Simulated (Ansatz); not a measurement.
Theory: DFT PBE, scalar-relativistic, plane waves, PAW (Ansatz 0.2.0). Settings: cutoff 420 eV, Γ-centred meshes spaced at most about 0.3 Å⁻¹, and about 0.25 Å⁻¹ or finer for metals (2π included), Gaussian smearing. No spin polarisation in the final relaxations.

All energies are static (0 K, no zero-point motion).

Two relaxed structures of B₅N:

1.

```xyz
6
Lattice="-2.1755 2.1755 3.7206 2.1755 -2.1755 3.7206 2.1755 2.1755 -3.7206" Properties=species:S:1:pos:R:3 pbc="T T T"
B     0.7321    2.1755    0.0000
B     1.4434    0.0000    3.7206
B     2.1755    0.7321    0.0000
B     0.0000    1.4434    3.7206
B     0.0000    0.0000    0.0000
N     0.0000    0.0000    3.7206
```

2.

```xyz
6
Lattice="2.0273 -3.5958 0.0000 2.0273 3.5958 0.0000 0.0000 0.0000 4.5544" Properties=species:S:1:pos:R:3 pbc="T T T"
B     1.1909    0.9887    2.2772
B     2.8637   -0.9887    2.2772
B     2.8637    0.9887    2.2772
B     1.1909   -0.9887    2.2772
B     0.0000    0.0000    0.0000
N     0.0000    0.0000    2.2772
```

Problem. Which would you expect to be lower, and how large is the difference?

Solution. Cell 2 is lower, by 82 meV/atom. Cell 1 has space group I4/mmm (No. 139), 11.7 Å³/atom and no gap on its mesh; cell 2 has space group Cmmm (No. 65), 11.1 Å³/atom and no gap. Counting B atoms around N (those within 1.25 times the shortest such distance or 1.15 times the sum of covalent radii, 1.27 where that leaves under three), cell 1 and cell 2 both have N 4. Cell 1 holds B–B pairs (shortest 1.46 Å); cell 2 holds B–B nets (shortest 1.66 Å). Even the lower one lies +1.41 eV/atom against the reference forms of the elements (uncorrected), so neither is stable at this level. Both come from invented guesses.

Weakly bound directions are ill-defined at this level, which has no dispersion term (I4/mmm, Cmmm), and this can change margins and order among such cells. Cells relaxed within their symmetry can be saddle points.

The preference for cell 2 probably comes from its boron network. In cell 1 the B–B pairs sit in linear N–B–B–N links, so each of these boron atoms has only two close neighbours. The 1.46 Å contact suggests multiple bonding, but this makes poor use of boron's empty valence orbitals. The nets of cell 2 give boron more partners and allow the delocalised, multicentre bonding that suits an electron-deficient element.

Both cells share two handicaps. Nitrogen is held in a flat, four-fold setting instead of its usual trigonal or tetrahedral one, and the fifth boron has no neighbour at normal bonding distance, lying in a wide in-plane hole in cell 1 and between the sheets in cell 2. That likely explains much of the +1.41 eV/atom, which reflects these geometries and not weak B–N bonding, since boron nitride itself forms exothermically from the elements. The nearly isolated boron could also carry a local moment, which might shift the 82 meV/atom difference.
